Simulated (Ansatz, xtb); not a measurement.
## C4H4N2OSi: which of two isomers lies lower

Structure a is `N#Cc1ocnc1[SiH3]`, a singlet and structure b is `N#Cc1coc([SiH3])n1`, a singlet. Both are isolated molecules in the gas phase, relaxed with B3LYP-D3(BJ)/def2-SVP.

Quicker runs give these differences E(b) − E(a): GFN2-xTB −3.25 kJ/mol; HF/STO-3G −15.89 kJ/mol (at GFN2-xTB geometries); r2SCAN-D4/def2-SVP −2.90 kJ/mol (at GFN2-xTB geometries).

**Question.** Estimate E(b) − E(a) at the level CCSD(T)/def2-SVP + ΔMP2/def2-TZVPP.

**Answer.** Too close to call at this level: CCSD(T)/def2-SVP + ΔMP2/def2-TZVPP gives E(b) − E(a) = −0.49 kJ/mol.

Level by level:

```tsv
level	geometry	E(b) − E(a) (kJ/mol)	departure from the last row (kJ/mol)	job, with rough time for the two
GFN2-xTB	GFN2-xTB	−3.25	−2.77	optimisation, 0.26 s
HF/STO-3G	GFN2-xTB	−15.89	−15.40	single point, 1.1 s
r2SCAN-D4/def2-SVP	GFN2-xTB	−2.90	−2.41	single point, 5.9 s
B3LYP-D3(BJ)/def2-SVP	B3LYP-D3(BJ)/def2-SVP	+1.00	+1.48	optimisation, 2.9 min
HF/def2-SVP	B3LYP-D3(BJ)/def2-SVP	−2.90	−2.41	part of the CCSD(T) run
MP2/def2-SVP	B3LYP-D3(BJ)/def2-SVP	−0.10	+0.39	part of the CCSD(T) run
CCSD(T)/def2-SVP	B3LYP-D3(BJ)/def2-SVP	−0.32	+0.17	single point
CCSD(T)/def2-SVP + ΔMP2/def2-TZVPP	B3LYP-D3(BJ)/def2-SVP	−0.49		single point, 98 s
```

As drawn, both hold the same kinds of bond in the same numbers.

The largest departure from CCSD(T)/def2-SVP + ΔMP2/def2-TZVPP is that of HF/STO-3G, 15.40 kJ/mol. A small imaginary or near-zero mode remains, so no thermal terms are given. The last row adds to CCSD(T) the change of the MP2 difference between the two basis sets, here −0.17 kJ/mol.

The correlated steps freeze 12 core orbitals. Run with Ansatz 0.2.0, xtb 6.7.1; the last row on 2 threads of Intel(R) Xeon(R) Platinum 8259CL CPU @ 2.50GHz (Skylake/Cascade Lake) on a shared host.

The two silyl-cyano-oxazoles are practically degenerate: the final difference of −0.49 kJ/mol is too small to establish an order, and B3LYP-D3(BJ) even reverses the sign found in every other row. Both isomers keep the aromatic ring and place silyl on a carbon next to the ring nitrogen, so much of the bonding energy cancels. What remains is probably a balance between the cyano group's conjugation at its two ring positions, the silyl group's response to a neighbouring oxygen in b, and the contact between adjacent substituents in a.

Correlation favours a relative to Hartree–Fock in the same basis, moving the difference from −2.90 to −0.32 kJ/mol at CCSD(T). The HF/STO-3G outlier probably reflects a minimal basis too rigid to describe polarisation around silicon and the polar ring, although its geometry differs too. Near-equal energies don't imply easy interconversion or an equal mixture in synthesis, since exchanging these substitution patterns requires breaking strong bonds.
